\section*{1. Premises and coordinates}

I want coupled equations for three charged particles in which each unknown carries the asymptotic channels of one pair only. My premises are: (i) point particles with masses $m_a$ and charges $Z_a$, nonrelativistic, spin ignored, pure Coulomb forces; (ii) atomic units (hartree, $a_0$, $m_e=1$); (iii) centre-of-mass energy $E<0$, below three-body breakup and not at a threshold; (iv) $\Psi$ is a bounded solution of $(H-E)\Psi=0$, as a stationary particle--cluster scattering state is.

Pair $a$ is the pair $(b,c)$ that excludes particle $a$, with $(a,b,c)$ cyclic and $M=m_1+m_2+m_3$. The mass-scaled Jacobi vectors are
\begin{equation}
\mathbf x_a=\tau_a(\mathbf r_b-\mathbf r_c),\quad
\mathbf y_a=\sigma_a\Big(\mathbf r_a-\frac{m_b\mathbf r_b+m_c\mathbf r_c}{m_b+m_c}\Big),\quad
\tau_a^2=\frac{2m_bm_c}{m_b+m_c},\quad \sigma_a^2=\frac{2m_a(m_b+m_c)}{M}.
\label{jac}
\end{equation}
Since $\tau_a^2$ and $\sigma_a^2$ are twice the reduced masses,
\begin{equation}
H=H_0+\sum_aV_a,\qquad H_0=-\Delta_{\mathbf x_a}-\Delta_{\mathbf y_a},\qquad V_a=\frac{\tau_aZ_bZ_c}{x_a}.
\end{equation}
Solving \eqref{jac} for $\mathbf r_3-\mathbf r_1$ in terms of $\mathbf x_1,\mathbf y_1$ gives the rotation between sets,
\begin{equation}
\mathbf x_2=c\,\mathbf x_1+s\,\mathbf y_1,\quad \mathbf y_2=-s\,\mathbf x_1+c\,\mathbf y_1,\quad
c=-\sqrt{\frac{m_1m_2}{(M-m_1)(M-m_2)}},\quad s=-\sqrt{1-c^2},
\label{rot}
\end{equation}
and cyclically; I write $s_{ba}$ in general. So $\rho^2=x_a^2+y_a^2$ is the same in all sets, and $x_b$ is the Euclidean distance of the point $X\in\mathbb R^6$ from the subspace $\mathbf x_b=0$. An attractive pair has $h_a=-\Delta_{\mathbf x}+V_a$ with levels $\epsilon_{an}=-g_a^2/4n^2$, $g_a=\tau_a|Z_bZ_c|$. A channel is open if $p^2=E-\epsilon_{an}>0$, and the physical wave number is $k=\sigma_ap$ because $py_a=kr$ with $r=y_a/\sigma_a$.

For my system $1=e^+$, $2=p$, $3=e^-$. Pair 1 is H, pair 2 is Ps, pair 3 is the repulsive $e^+p$ pair.

\section*{2. Where the plain Faddeev splitting fails}

The components of Faddeev (1960) are $\psi_a=-(H_0-E)^{-1}V_a\Psi$, with $(H_0+V_b-E)\psi_b=-V_b\sum_{a\ne b}\psi_a$. I look at the region of channel $b$, where $\Psi\simeq\phi(\mathbf x_b)f(\mathbf y_b)$, $h_b\phi=\epsilon\phi$, $f\sim e^{ipy_b}/y_b$, and $V_a\simeq\gamma_{ab}/y_b$ for $a\neq b$. On $f/y_b$ the operator $-\Delta_{\mathbf y}$ acts as $p^2$ to leading order, so $H_0-E\to-\Delta_{\mathbf x}-\epsilon$ and
\begin{equation}
\psi_a\simeq-\frac{\gamma_{ab}f}{y_b}\,(-\Delta_{\mathbf x}-\epsilon)^{-1}\phi .
\end{equation}
From $(-\Delta_{\mathbf x}-\epsilon)\phi=-V_b\phi$ I get $\langle\phi|V_b(-\Delta_{\mathbf x}-\epsilon)^{-1}=-\langle\phi|$, and projecting equation $b$ on $\phi$ leaves $(-\Delta_{\mathbf y}-p^2)f=-\sum_{a\neq b}\gamma_{ab}f/y_b$. The Coulomb tail sits in the coupling term. The coupling is not short ranged, so the diagonal operator has the wrong asymptotics, and $\psi_a$ holds a piece of channel $b$ suppressed only by $1/y_b$. For a neutral cluster the $\gamma_{ab}$ cancel in the sum, but each foreign component keeps its tail. The cure of Merkuriev (1980) is to move every tail to the left-hand side.

\section*{3. The splitting}

For an attractive pair I define the tube radius, the cutoff and the two parts by
\begin{equation}
x_c(y)=x_0(1+y/y_0)^{1/\nu},\quad u_a=\Big(\frac{x_a}{x_c(y_a)}\Big)^{\nu},\quad
V_a^s=\frac{2V_a}{1+e^{u_a}},\quad V_a^l=V_a-V_a^s=V_a\tanh\frac{u_a}{2},
\label{split}
\end{equation}
with $\nu>2$. For a repulsive pair there is no bound channel to isolate, and I set $V^s=0$, $V^l=V$. Both parts depend on $y_a$, so they are three-body potentials. Three properties are used below.

(a) $V_a^s$ holds the singularity at $x_a=0$ and obeys $|V_a^s|\le2|V_a|e^{-u_a}$; it lives in the tube $\Omega_a$: $x_a\lesssim x_c(y_a)$.

(b) $V_a^l$ is bounded and vanishes at infinity in every direction. With $\zeta=x_a/x_c$, $|V_a^l|=(g_a/x_c)\tanh(\zeta^\nu/2)/\zeta$, hence
\begin{equation}
|V_a^l|\le\min\Big[\frac{g_a}{x_a},\ \frac{g_at_\nu}{x_0}\Big(1+\frac{y_a}{y_0}\Big)^{-1/\nu}\Big],\qquad t_\nu=\max_\zeta\frac{\tanh(\zeta^\nu/2)}{\zeta}.
\label{bound}
\end{equation}
Setting the derivative to zero gives $\sinh z=\nu z$ for $z=\zeta^\nu$. At least one of $x_a,y_a$ exceeds $\rho/\sqrt2$, so $|V_a^l|\le C\rho^{-1/\nu}$ at large $\rho$. This is why the tube must widen: with a $y$-independent cutoff $V_a^l$ would be a pair potential with a Rydberg series of its own, and these thresholds would enter every component.

(c) The tubes separate. By \eqref{rot}, inside $\Omega_a$ one has $x_b=|s_{ba}|y_a+O(y_a^{1/\nu})$ and $y_b=O(y_a)$, so $u_b\propto y_a^{\nu-1}$ and $V_b^l=V_b$ up to $O(e^{-Cy_a^{\nu-1}})$.

\section*{4. The equations and their equivalence to the Schr\"odinger equation}

Let $V^l=\sum_bV_b^l$, $H^l=H_0+V^l$, $G^l=(H^l-E)^{-1}$. By \eqref{bound},
\begin{equation}
V^l\ge-W,\qquad W=\frac{t_\nu}{x_0}\sum_{\rm attractive}g_a ,
\label{W}
\end{equation}
since a repulsive term is positive. I choose $x_0$ so that $\kappa^2=-E-W>0$. Then $H^l-E\ge\kappa^2$ and $G^l$ exists. I also need its kernel. In the Trotter product $e^{-tH^l}=\lim_n(e^{-tH_0/n}e^{-tV^l/n})^n$ every factor has a positive kernel and $e^{-tV^l/n}\le e^{tW/n}$. Integrating $e^{-t(H^l-E)}$ over $t$ with the heat kernel of $\mathbb R^6$,
\begin{equation}
0\le G^l(X,X')\le\int_0^\infty\!\frac{dt}{(4\pi t)^3}\,e^{-d^2/4t-\kappa^2t}=\frac{\kappa^2K_2(\kappa d)}{(2\pi)^3d^2},\qquad d=|X-X'| ,
\label{kernel}
\end{equation}
which falls as $e^{-\kappa d}$. Define
\begin{equation}
\psi_a=-G^lV_a^s\Psi .
\label{def}
\end{equation}
The integral converges: $\Psi$ is bounded, $d^{-4}$ is integrable in six dimensions and $1/x_a$ in three.

\emph{The components add up to $\Psi$.} Put $D=\Psi-\sum_a\psi_a$. Then $(H^l-E)D=(H^l-E)\Psi+\sum_aV_a^s\Psi=(H-E)\Psi=0$. Green's identity on a ball writes $D(X)$ as a surface term built from $G^l$, the bounded $D$ and their gradients; by \eqref{kernel} it vanishes as the radius grows. So $D=0$.

\emph{The equations.} Apply $H^l-E$ to \eqref{def}, insert $\Psi=\sum_b\psi_b$, and move the term $b=a$ to the left. Because $V^l+V_a^s=V_a+\sum_{b\ne a}V_b^l$,
\begin{equation}
\Big(H_0+V_a+\sum_{b\neq a}V_b^l-E\Big)\psi_a=-V_a^s\sum_{b\ne a}\psi_b .
\label{FM}
\end{equation}
These are the Faddeev--Merkuriev equations.

\emph{The converse.} Adding $V_a^s\psi_a$ back, \eqref{FM} reads $(H^l-E)\psi_a=-V_a^s\Phi$ with $\Phi=\sum_b\psi_b$. The sum over $a$ is $(H^l+\sum_aV_a^s-E)\Phi=(H-E)\Phi=0$, the Schr\"odinger equation.

\emph{Spurious solutions.} $\Phi$ can vanish while the components do not. For $e^+$H, $V_3^s=0$ gives $\psi_3=0$ and two equations remain,
\begin{align}
(H_0+V_1+V_2^l+V_3-E)\psi_1&=-V_1^s\psi_2,\nonumber\\
(H_0+V_2+V_1^l+V_3-E)\psi_2&=-V_2^s\psi_1 .
\label{two}
\end{align}
The matrix operator $\mathbf H$ of this system is brought to triangular form by passing to the variables $(\psi_1+\psi_2,\psi_2)$:
\begin{equation}
\begin{pmatrix}1&1\\0&1\end{pmatrix}
\begin{pmatrix}H^l+V_1^s&V_1^s\\V_2^s&H^l+V_2^s\end{pmatrix}
\begin{pmatrix}1&-1\\0&1\end{pmatrix}
=\begin{pmatrix}H&0\\V_2^s&H^l\end{pmatrix}.
\end{equation}
Besides the spectrum of $H$, $\mathbf H$ therefore has that of $H^l$, with solutions $\psi_1=-\psi_2=\varphi$, $H^l\varphi=E\varphi$. Below zero $H^l$ has only isolated eigenvalues, because its attractive part vanishes at infinity and the repulsive pair does not bind. They do exist, infinitely many: a trial function on $Y<y_a<2Y$, $x_a\sim Y^{1/\nu}$ has kinetic energy $O(Y^{-2/\nu})$, energy $O(1/Y)$ from the other pairs, and attraction of order $-Y^{-1/\nu}$, which wins at large $Y$; such functions can be given disjoint supports. All these eigenvalues lie above $-W$, so $E<-W$ excludes them. The condition is sufficient, not necessary: it is enough that $E$ is not an eigenvalue of $H^l$, and the kernel then still decays exponentially (Combes--Thomas estimate).

\section*{5. Localisation of the components and the role of $\nu$}

I bound $\psi_b$ at a point $X$ on the axis of tube $a\ne b$, where $x_a=0$ and $x_b=|s_{ba}|y_a$. Source points with $d>x_b$ contribute at most $e^{-\kappa x_b}$ times a power. For $d\le x_b$ the source point has $x_b'\ge\xi\equiv x_b-d$ and $y_b'\le y_b+x_b$. By (a) and \eqref{kernel} the integrand of \eqref{def} is bounded, up to powers, by $\exp[-\kappa(x_b-\xi)-\xi^\nu/A]$ with $A=x_0^\nu[1+(x_b+y_b)/y_0]$. The exponent is smallest in magnitude at $\xi_*=(\kappa A/\nu)^{1/(\nu-1)}$, so
\begin{equation}
|\psi_b|\lesssim e^{-\Lambda},\qquad \Lambda=\kappa|s_{ba}|y_a-\Big(1-\frac1\nu\Big)\kappa\xi_*,\qquad \xi_*\propto y_a^{1/(\nu-1)} ,
\label{Lam}
\end{equation}
valid once $\xi_*<x_b$. For $\nu>2$ the second term grows more slowly than $y_a$, and $\psi_b$ decays in tube $a$ as $e^{-\kappa|s_{ba}|y_a}$ up to a subleading exponent. Off the axis $x_b$ shifts by $O(y_a^{1/\nu})$, also subleading. For $1<\nu<2$ the point $\xi_*$ overtakes $x_b$ at large $y_a$ and the bound becomes $e^{-Cy_a^{\nu-1}}$, still faster than any power. So below breakup $\nu>1$ already separates the channels, and $\nu>2$ makes the separation fully exponential. The stronger condition has a second use above breakup, where waves carry the phase $\sqrt E\rho$. Inside $\Omega_a$,
\begin{equation}
\rho-y_a\simeq\frac{x_a^2}{2y_a}=O\big(y_a^{2/\nu-1}\big),
\end{equation}
which vanishes only for $\nu>2$; then the breakup phase is constant across the tube and equals the phase of motion along it. The same estimate that gave \eqref{Lam}, applied at any point outside $\Omega_a$, shows that $\psi_a$ decays exponentially with the distance from its own tube. Consequently $\Psi=\psi_a$ in tube $a$ at large $y_a$, and the right-hand side of \eqref{FM} is exponentially small at large $\rho$.

\section*{6. Asymptotic form of $\psi_a$}

Write $U_a=\sum_{b\ne a}V_b^l$. Let $P$ project on the open bound states of $h_a$, $Q=1-P$, and let $\epsilon_*>E$ be the lowest closed threshold of pair $a$.

\emph{Nothing propagates in $Q$.} On $y_a>Y$, property (b) gives $U_a\ge-CY^{-1/\nu}$, so $Q(H_0+V_a+U_a-E)Q\ge\epsilon_*-E-CY^{-1/\nu}>0$ for large $Y$. This covers the closed bound states and the whole continuum of $h_a$. It is the step that fails for the full $H$, where $V_b$ binds and channel $b$ hides in the continuum of $h_a$. Hence $Q\psi_a$ is the response to the source $-QU_aP\psi_a$ plus exponentially decaying terms.

\emph{Multipoles.} The open states decay exponentially in $x_a$, so I need $U_a$ for $x_a\ll y_a$, where by (c) it is the full Coulomb interaction of particle $a$ with the cluster. With $\boldsymbol\xi=\mathbf r_b-\mathbf r_c$, particles $b$ and $c$ sit at $m_c\boldsymbol\xi/(m_b+m_c)$ and $-m_b\boldsymbol\xi/(m_b+m_c)$ from the cluster centre, and
\begin{equation}
U_a=\frac{\gamma_a}{y_a}+\frac{Z_a\sigma_a^2\,\mathbf D\cdot\hat{\mathbf y}_a}{y_a^2}+O(y_a^{-3}),\quad
\gamma_a=\sigma_aZ_a(Z_b+Z_c),\quad \mathbf D=\frac{Z_bm_c-Z_cm_b}{m_b+m_c}\boldsymbol\xi .
\label{multi}
\end{equation}
The monopole is a number on the $\mathbf x_a$ space and does not couple $P$ to $Q$. The dipole does, so $Q\psi_a$ is $O(y_a^{-2})$ relative to $P\psi_a$.

\emph{Open channels.} Suppose first that the dipole has no matrix element between degenerate open states, as when only $1s$ is open. A partial wave $w(y)/y$ then obeys $-w''+[l(l+1)/y^2+\gamma_a/y-p^2]w=O(y^{-3})w$. For $w=e^{i\theta}$ with $\theta=py-\eta\ln2py$,
\begin{equation}
e^{-i\theta}\Big(-\frac{d^2}{dy^2}+\frac{\gamma_a}{y}-p^2\Big)e^{i\theta}=\frac{\gamma_a-2p\eta}{y}+\frac{\eta^2-i\eta}{y^2},
\end{equation}
and the $1/y$ term, which would build up a phase without limit, is absent only for
\begin{equation}
\eta_{an}=\frac{\sigma_aZ_a(Z_b+Z_c)}{2p_{an}}=\frac{\mu_aZ_a(Z_b+Z_c)}{k_{an}},\qquad \mu_a=\sigma_a^2/2 .
\label{eta}
\end{equation}
The logarithmic phase is fixed by the product of the spectator charge and the total cluster charge. A dipole coupling between non-degenerate open states is $O(y^{-2})$ and oscillating, so it adds no such phase. For total angular momentum $L$ and incoming channel $j$ the standing-wave boundary condition is
\begin{equation}
\psi_a^{(j)}\to\sum_{i\in a,\ \rm open}\frac{\phi_i(x_a)\,\mathcal Y_i^{L}(\hat{\mathbf x}_a,\hat{\mathbf y}_a)}{y_a\sqrt{p_i}}\big[\delta_{ij}F_{l_i}(\eta_i,p_iy_a)+K_{ij}G_{l_i}(\eta_i,p_iy_a)\big],
\label{asym}
\end{equation}
with $\phi_i$ the normalised radial function, $\mathcal Y$ a bipolar harmonic and $F,G$ the regular and irregular Coulomb functions. Green's identity for $\Psi^{(i)}$ and $\Psi^{(j)}$ on a large sphere receives contributions only from the tubes, where $\Psi=\psi_a$. The measure $d^3x\,d^3y$ is invariant under \eqref{rot} and $G\,\partial_yF-F\,\partial_yG=p$, so the factor $p^{-1/2}$ turns the identity into $K_{ij}=K_{ji}$, and $S=(1+iK)(1-iK)^{-1}$ is unitary.

For $e^+$H both clusters are neutral, $\eta=0$, and $F,G$ are Riccati--Bessel functions. With only $1s$ states open, $l=L$, $K^L$ is $2\times2$, and $\sigma_{\rm Ps}=(\pi/k_1^2)\sum_L(2L+1)|S^L_{21}|^2$. For a positron on a hydrogen-like ion of nuclear charge $Z$, \eqref{eta} gives $\eta_1=\mu_1(Z-1)/k_1$ while the Ps channel keeps $\eta_2=0$.

\emph{What remains for a neutral cluster.} Take a closed state at excitation energy $\Delta$ above the open one, coupled by $\lambda/y^2$. Writing its radial amplitude as $q(y)e^{ipy}$, the equation $(-\partial_y^2+\Delta-p^2)qe^{ipy}=-\lambda y^{-2}e^{ipy}$ becomes $\Delta q-2ipq'-q''=-\lambda/y^2$, solved by
\begin{equation}
q=-\frac{\lambda}{\Delta y^2}\Big[1-\frac{4ip}{\Delta y}+O(y^{-2})\Big].
\label{q}
\end{equation}
Feeding the leading term back and summing over closed states gives $-Z_a^2\alpha/2r^4$ with $\alpha=2\sum_n|\langle n|D_z|1s\rangle|^2/\Delta_n$. For a neutral pair $\mathbf D=Z_b\boldsymbol\xi$. For unit reduced mass, $\chi=-(1+\xi/2)\xi_z\phi_{1s}$ solves $(h-\epsilon_{1s})\chi=-\xi_z\phi_{1s}$, so $\alpha=\tfrac23\langle\xi^2+\xi^3/2\rangle=9/2$. Lengths scale as the inverse pair reduced mass and energies as the mass, so $\alpha_{\rm H}=9/2$ and $\alpha_{\rm Ps}=8\cdot\tfrac92=36$ in $a_0^3$. The radial equation is $w''+(k^2+\mu_a\alpha/r^4)w=0$ for $l=0$, its phase function obeys $\delta'=(\mu_a\alpha/kr^4)\sin^2(kr+\delta)$, and the phase gathered beyond a matching radius $r_m$ is, to first order,
\begin{equation}
\delta_{\rm tail}=\frac{\mu_a\alpha}{6kr_m^3}(1+\vartheta),\qquad|\vartheta|\le\frac{3}{kr_m},
\label{tail}
\end{equation}
where the bound comes from integrating the $\cos(2kr+2\delta)$ term by parts, which limits $|\int_{r_m}^\infty r^{-4}\cos(2kr+2\delta)\,dr|$ to $1/kr_m^4$.

\section*{7. Range of validity}

Equations \eqref{FM} are exact for the Hamiltonian of Section 1 at any $E$ outside the spectrum of $H^l$, and $K$ does not depend on $x_0,y_0,\nu$, since these only redistribute the same $\Psi$. The single-arrangement form \eqref{asym} needs $E<0$. Above breakup $H^l$ has continuous spectrum at $E$, $G^l$ no longer decays, and each $\psi_a$ acquires a six-dimensional outgoing wave with a three-body Coulomb phase, which I have not derived here. Above H($n=2$) the dipole in \eqref{multi} couples the degenerate $2s$ and $2p$ states, a $y^{-2}$ term that competes with $l(l+1)/y^2$; the channel content is unchanged, but the coupled $y^{-2}$ matrix must be diagonalised and the orders of the asymptotic functions become non-integer or complex. Just below such a threshold the closed-channel term $e^{-\sqrt{\epsilon_*-E}\,y}$ decays slowly and the matching radius must grow. Near the Ps threshold $k_2r_m$ is small and \eqref{tail} loses its meaning. Relativistic, spin and annihilation terms are left out; the first two enter level energies at relative order $\alpha_{\rm fs}^2=5.3\times10^{-5}$. With two identical particles the two attractive components are related by a permutation and one equation suffices.

\section*{8. Numbers in the Ore gap}

I take the proton as infinitely heavy, which neglects relative terms $m_e/m_p=5.4\times10^{-4}$; three figures are safe. Then $\tau_1=\sigma_1=\sqrt2$, $\tau_2=1$, $\sigma_2=2$, $\mu_1=1$, $\mu_2=2$, $c=s=-1/\sqrt2$. The thresholds are H($1s$) $-1/2$, Ps($1s$) $-1/4$, H($n=2$) $-1/8$, Ps($n=2$) $-1/16$. The Ore gap is $-1/4<E<-1/8$; with $E=k_1^2/2-1/2$ this is $0.707<k_1<0.866\ a_0^{-1}$, or positron energies from 6.80 to 10.2 eV.

\emph{Splitting.} For $\nu=3$, $\sinh z=3z$ gives $z=2.838$, $\zeta=1.416$, $t_3=0.628$. Condition $W<1/8$ over the whole gap needs $x_0>8(1+\sqrt2)t_3=12.1$. I choose $x_0=15$, $y_0=50$, so $W=0.101$ hartree: every spurious eigenvalue of \eqref{two} lies above the gap.

\emph{Working point.} $k_1=0.8$, 8.71 eV, $E=-0.18$. Then $p_1=0.566$, $p_2=\sqrt{0.07}=0.265$, $k_2=0.529$ and $\kappa=0.281$.

\emph{Decoupling.} On the axis of the H tube $x_2=y_2=r$, the positron--proton distance, so this axis leaves $\Omega_2$ where $r=15(1+r/50)^{1/3}$, at $r=16.5\,a_0$, and the leading decay length of the bound on $\psi_2$ is $1/\kappa=3.56\,a_0$. On the axis of the Ps tube $x_1=y_1=\sqrt2R$, with $R$ the Ps--proton distance, so the same two lengths are 11.7 and $2.52\,a_0$. At $r=50$, $A=15^3\cdot3=10125$, $\xi_*=30.8$ and $\Lambda=8.3$. This exponent is a lower bound, since it uses only the boundedness of $\Psi$, which itself decays away from both axes. The closed H($n=2$) term decays over $1/\sqrt{2(-1/8-E)}=3.0\,a_0$.

\emph{Polarisation tail.} At $r_m=50\,a_0$, with $\mu_1\alpha_{\rm H}=9/2$ and $\mu_2\alpha_{\rm Ps}=72$, \eqref{tail} gives $7.5\times10^{-6}$ rad in the H channel and $1.8\times10^{-4}$ rad in the Ps channel. The bounds on $|\vartheta|$ are 0.075 and 0.11. The nonadiabatic parameter $4p/\Delta y$ of \eqref{q}, with the smallest $\Delta$ ($3/8$ and $3/16$) and $y=\sigma_ar_m$, is 0.085 and 0.056. Both phases are thus good to about ten per cent. The exponential terms die out first as $r_m$ grows, and it is the $r_m^{-3}$ tail of the soft Ps atom that fixes how far \eqref{two} must be integrated before matching to Riccati--Bessel functions.

\emph{A semiconductor copy.} In the isotropic effective-mass model a hole scattering on a neutral shallow donor, $h+D^0\to X+D^+$, obeys \eqref{two} in effective atomic units, with the exciton in place of Ps. As inputs for GaAs I take the typical values $m_e^*=0.067$ and $\varepsilon=12.9$, and a single hole mass $m_h^*=0.20$, chosen so that the exciton binding sits near its typical size of about 4 meV. The model has length unit $a_0\varepsilon/m_e^*=10.2$ nm, donor binding $E_D={\rm Ry}\,m_e^*/\varepsilon^2=5.5$ meV and exciton binding $E_X=E_D/(1+m_e^*/m_h^*)=4.1$ meV. The model's Ore gap runs from $E_D-E_X=1.4$ meV to $3E_D/4=4.1$ meV of hole energy. With $\tau_2=[2/(1+m_e^*/m_h^*)]^{1/2}=1.22$ the condition $W<1/8$ becomes $x_0>8(\sqrt2+\tau_2)t_3=13.3$, so $x_0=15$ serves here too. Valence-band degeneracy, central-cell shifts, phonons and recombination are outside this model.